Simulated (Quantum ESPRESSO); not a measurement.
# Moments and magnetic energies of CuAu-type MnPt against cell volume, collinear LDA

Manganese brings a nearly half-filled 3d shell to MnPt, and platinum a nearly full 5d shell that polarises only weakly. The members are one compound at different volumes, so composition and structure type stay fixed while the Mn–Mn and Mn–Pt distances change. MnPt serves as an antiferromagnetic pinning layer in spin valves and tunnel junctions, where strain and growth conditions alter these distances. We ask how far the moments and the magnetic energies follow. Volume is given relative to the cell with measured lattice constants, at fixed shape. Magnetic energy gains are counted from the run without spin polarisation, and the order energy is that of the opposed state less that of the parallel state, all per Mn atom.

## Systems and settings

One system, MnPt (CuAu-type, P4/mmm), 4 atoms in the cell used (twice the primitive chemical cell), from cells typed from measured lattice constants. Quantum ESPRESSO 7.5, plane waves with GBRV 1.5 LDA pseudopotentials, cutoff 544 eV, Fermi-Dirac smearing of 0.05 eV, k meshes whose coarsest spacing along a reciprocal vector is 0.21 to 0.22 1/Å over all runs (2π included). Functional: LDA, no Hubbard U; collinear spins, no spin-orbit coupling. Atoms stay at fixed fractions of the cell and the mesh divisions are held. At each point the moments on Mn are started parallel, opposed (signs +-) and without spin polarisation. Of the opposed order at the middle point, it reverses 4 of 4 magnetic neighbours at 2.83 Å and 0 of 2 magnetic neighbours at 3.67 Å. Runs that did not converge or carry a known fault are not listed. The same in all rows: metal or insulator in the run from the parallel start, judged by its smearing entropy or density of states at the Fermi energy (a gap under a few smearing widths counts as a metal): metal.

Notes on method and selection:

- Each state is what a run reaches from typed starting moments; only a few collinear orders were started, so the lowest found need not be the ground state. Spin-orbit coupling is left out of these energies, which are free energies at the smearing width. A magnetic atom is one that was given a starting moment.
- Site moments count the spin inside each program's own atomic sphere, so they depend somewhat on its radius and leave out the spin between the spheres.
- Quantum ESPRESSO sets the radius of an element's spheres to about 0.41 of its shortest distance to a neighbour, so it changes from cell to cell and the site moment with it.
- A measured moment is set beside the table only where the run ends ferromagnetic and the measured order is ferromagnetic too.
- Runs that did not converge, have known faults or may not be shown are not listed, and runs on Ansatz's PAW sets soft_1 and soft_2 are kept to separate tables.

Columns:

- volume: cell volume over that of the given cell, shape kept.
- moment (μB): largest site spin moment reached from the parallel start.
- moment, opposed (μB): largest site spin moment reached from the opposed start.
- gain, opposed (meV): energy of the run without spin polarisation less that of the run from the opposed start, per magnetic atom.
- magnetic distance (Å): shortest distance between magnetic atoms.
- net moment (μB): net spin moment of that run per magnetic atom.
- magnetic energy gain (meV): energy of the run without spin polarisation less that of the parallel start, per magnetic atom (positive: magnetism is favoured).
- E(opposed) - E(parallel) (meV): energy of the run from the opposed start less that of the parallel start, per magnetic atom (positive: parallel is favoured); blank where a pattern was lost.

Input lines of one member:

```
&SYSTEM
  ecutwfc = 40
  ecutrho = 280
  nbnd = 44
  occupations = 'smearing'
  smearing = 'fd'
  degauss = 0.00367493
  nspin = 2
  starting_magnetization(1) = 0.2333
  starting_magnetization(2) = 0
/
&ELECTRONS
  conv_thr = 8d-09
  mixing_beta = 0.3
/
K_POINTS automatic
8 8 8 0 0 0
```

Command (options for logging and memory left out): `pw.x -in pw.in`

## Computed values

| member | volume | moment (μB) | moment, opposed (μB) | gain, opposed (meV) | magnetic distance (Å) | net moment (μB) | magnetic energy gain (meV) | E(opposed) - E(parallel) (meV) |
| --- | --- | --- | --- | --- | --- | --- | --- | --- |
| 0.88 | 0.88 | 2.56 | 3.22 | 565.4 | 2.710 | 2.85 | 181.5 | −383.9 |
| 0.91 | 0.91 | 3.08 | 3.32 | 682.7 | 2.741 | 3.47 | 284.6 | −398.1 |
| 0.94 | 0.94 | 3.32 | 3.42 | 796.6 | 2.771 | 3.75 | 405.9 | −390.6 |
| 0.97 | 0.97 | ? | ? | ? | ? | ? | ? | ? |
| 1 | 1.00 | 3.59 | 3.58 | 1012.7 | 2.828 | 4.05 | 658.7 | −354.0 |
| 1.03 | 1.03 | 3.69 | 3.65 | 1115.1 | 2.856 | 4.15 | 782.6 | −332.4 |
| 1.06 | 1.06 | 3.76 | 3.72 | 1214.0 | 2.884 | 4.22 | 903.3 | −310.8 |
| 1.09 | 1.09 | 3.83 | 3.78 | 1309.4 | 2.911 | 4.29 | 1019.7 | −289.7 |
| 1.12 | 1.12 | 3.89 | 3.84 | 1401.3 | 2.937 | 4.34 | 1131.7 | −269.6 |

Cells marked ? are withheld until the estimate has been made.

Least-squares fits to the members shown, with x = volume; R² and errors in the fitted variable (y, or ln y where the fit is in ln y):

| y | members | fit | R² | rms residual | leave-one-out rms | the same for the mean of the others |
| --- | --- | --- | --- | --- | --- | --- |
| net moment (μB) | 8 | y = −32.239 + 67.283 x − 30.968 x² | 0.97 | 0.086 | 0.19 | 0.55 |
| E(opposed) - E(parallel) (meV) | 8 | y = 927.28 − 3109.4 x + 1826.8 x² | 0.98 | 6.7 | 15 | 52 |

## Reading the trend

The net moment of the parallel state rises with volume in every shown step, but much more gently towards large volume. From 0.88 to 0.91 it gains (3.47 − 2.85) / 3 = 0.21 μB per percent of volume; from 1.09 to 1.12 only (4.34 − 4.29) / 3 = 0.02 μB. Compression broadens the Mn d bands and raises the cost of moving electrons from minority to majority states. On expansion the majority d states are nearly full, and little moment is left to gain. With d–d hopping taken to vary as distance⁻⁵, it falls by a factor (2.710 / 2.937)⁵ = 0.67 over the series.

The opposed state holds its moment better under compression: 3.22 μB on Mn at 0.88, against 2.56 μB in the parallel state. From 1.00 upwards the two site moments agree within 0.05 μB. Part of the growth in site moments comes from the integration spheres, which expand with the cell; the net moment is free of this.

The energy gain of the opposed state grows faster than its moment squared. Between 1.00 and 1.12 the gain rises by a factor 1401.3 / 1012.7 = 1.38, the squared moment by (3.84 / 3.58)² = 1.15. In a Stoner picture, where the exchange energy goes as moment squared, the remainder points to a lower band-energy cost in the wider cell.

The opposed order lies lower in all shown rows, in line with the known antiferromagnetism of MnPt. Nearly half-filled d shells favour it, because electrons can hop between opposed neighbours but are largely blocked between parallel ones. This advantage scales roughly as hopping squared, which predicts a factor (2.828 / 2.937)¹⁰ = 0.69 from 1.00 to 1.12; the table gives 269.6 / 354.0 = 0.76. Under compression the advantage peaks among the shown rows at 0.91, with 398.1 meV, and is smaller at 0.88. There the parallel state can limit its energy cost by giving up much of its moment, so the energy difference no longer compares two states of similar moment.

## Estimating the withheld member

Plain estimates from the members shown:

- 0.97, fit at x = 0.97: 3.89 μB
- 0.97, straight-line interpolation between 0.94 and 1: w = (0.97 − 0.94) / (1.00 − 0.94) = 0.500, so 3.75 + 0.500 × (4.05 − 3.75) = 3.90 μB

The net moment bends downwards along the series, so a straight line between 0.94 and 1.00 should fall slightly short at 0.97. The quadratic fit is less suitable still: its rms residual of 0.086 μB shows that it misses the sharp bend at small volume.

We therefore use a cubic through the two nearest shown members on each side:

(4 × (3.75 + 4.05) − (3.47 + 4.15)) / 6 = 3.93 μB.

The same construction, tried on two shown members with two neighbours on each side, gives

- 0.94: −0.3 × 2.85 + 3.47 + 0.5 × 4.05 − 0.2 × 4.15 = 3.81 μB, too high by 0.06;
- 1.00: −0.2 × 3.47 + 0.5 × 3.75 + 4.15 − 0.3 × 4.22 = 4.065 μB, too high by 4.065 − 4.05 = 0.015.

The error of a cubic scales with the product of the distances to its four points. In steps of 0.03 this product is 2 × 1 × 1 × 2 = 4 at 0.97 and 12 in both trials, so a third of each miss should carry over: 0.020 and 0.005 μB. Since 0.97 lies midway between the trial members, we subtract the mean, (0.020 + 0.005) / 2 = 0.0125 μB, and obtain 3.93 − 0.0125 = 3.92 μB.

The two carried-over misses lie about 0.008 μB either side of their mean. With the rounding of the table entries added, one standard deviation is about 0.01 μB.

**Committed estimate, 0.97: net moment = 3.92 ± 0.01 μB.**

## Result

| member | volume | moment (μB) | moment, opposed (μB) | gain, opposed (meV) | magnetic distance (Å) | net moment (μB) | magnetic energy gain (meV) | E(opposed) - E(parallel) (meV) |
| --- | --- | --- | --- | --- | --- | --- | --- | --- |
| 0.97 | 0.97 | 3.48 | 3.50 | 906.5 | 2.800 | 3.93 | 532.3 | −374.2 |

| member | estimate | net moment (μB) | computed | estimate − computed | miss in error bars |
| --- | --- | --- | --- | --- | --- |
| 0.97 | committed | 3.92 | 3.93 | −0.01 | 1.0 |
| 0.97 | fit | 3.89 | 3.93 | −0.04 |  |
| 0.97 | interpolation | 3.90 | 3.93 | −0.03 |  |

The computed net moment at 0.97 is 3.93 μB per Mn atom. Our estimate of 3.92 ± 0.01 μB is low by 0.01, a full error bar. It came closer than the straight-line interpolation, low by 0.03, and the quadratic fit, low by 0.04.

The argument from curvature held: the moment gains 3.93 − 3.75 = 0.18 μB from 0.94 to 0.97 and 4.05 − 3.93 = 0.12 μB from there to 1.00, so a straight line had to fall short. Our further correction of about −0.01 μB brought no benefit, since the cubic alone gave 3.93 μB. A difference this close to the printed rounding does not show whether the correction was wrong in principle.

The result confirms a smooth levelling-off of the moment between 0.94 and 1.00. That is what nearly filled majority d states would give, but a successful interpolation tests the smoothness and not its electronic cause.

## Exceptions

Least-squares fits to the whole series, with x = volume; R² and errors in the fitted variable (y, or ln y where the fit is in ln y):

| y | members | fit | R² | rms residual | leave-one-out rms | the same for the mean of the others |
| --- | --- | --- | --- | --- | --- | --- |
| net moment (μB) | 9 | y = −33.079 + 69.007 x − 31.842 x² | 0.97 | 0.082 | 0.18 | 0.51 |
| E(opposed) - E(parallel) (meV) | 9 | y = 1010.1 − 3279.3 x + 1912.9 x² | 0.98 | 6.4 | 14 | 49 |

Largest departures from the fit to the whole series:

| member | net moment (μB) | fit | computed − fit | in rms residuals |
| --- | --- | --- | --- | --- |
| 0.88 | 2.85 | 2.99 | −0.14 | 1.7 |
| 0.91 | 3.47 | 3.35 | +0.12 | 1.5 |
| 0.94 | 3.75 | 3.65 | +0.10 | 1.2 |
| 1.12 | 4.34 | 4.27 | +0.07 | 0.9 |

The largest departures follow from the shape of the fit. A parabola cannot drop steeply at small volume and also level off at large volume, so it lies above the computed moment at 0.88 (by 0.14 μB) and below it at 0.91 and 0.94 (by 0.12 and 0.10 μB). At the other end it reaches its maximum at 69.007 / (2 × 31.842) = 1.08 and then turns down, while the computed moments still rise; this leaves 1.12 higher than the fit by 0.07 μB.

Only 0.88 also calls for a physical reason. Between 0.91 and 0.88 the net moment falls by 3.47 − 2.85 = 0.62 μB, over twice the change in the next step, 3.75 − 3.47 = 0.28 μB. The Mn site moment falls by 3.08 − 2.56 = 0.52 μB, so most of the loss sits on Mn. The likeliest reason is that the broadened majority d band is no longer nearly full and loses electrons to the minority band. In the opposed state the site moment falls by only 3.32 − 3.22 = 0.10 μB over the same step.

## Conclusions and limits

From 0.88 to 1.12 at fixed cell shape, expansion raises the moments and the gains from magnetism, and the opposed order stays below the parallel one. Between members 0.03 apart, a local cubic should give the net moment to a few hundredths of a μB from 0.94 upwards; the steep compressed end is less certain.

For pinning layers the order energy bears on how firmly the antiferromagnetic order holds. Around the measured volume its size falls by (374.2 − 332.4) / 6 = 7.0 meV per Mn atom for each percent of expansion, or 7.0 / 354.0 = 2.0 %. This applies to a uniform change of volume, not to epitaxial strain, which also alters c/a.

We expect no omitted effect to outweigh the spread in net moment, 4.34 − 2.85 = 1.49 μB. A gradient-corrected functional would probably raise the moments by roughly 0.1 to 0.3 μB, and perhaps by more in the parallel state at the compressed end. Spin–orbit coupling should change them less, but it supplies the magnetic anisotropy on which pinning depends.

[Logs are printed without paths, hosts, clocks, repeated set-up lines and the standing remarks that a program may print on its own settings, such as how far it seeks lower states.]
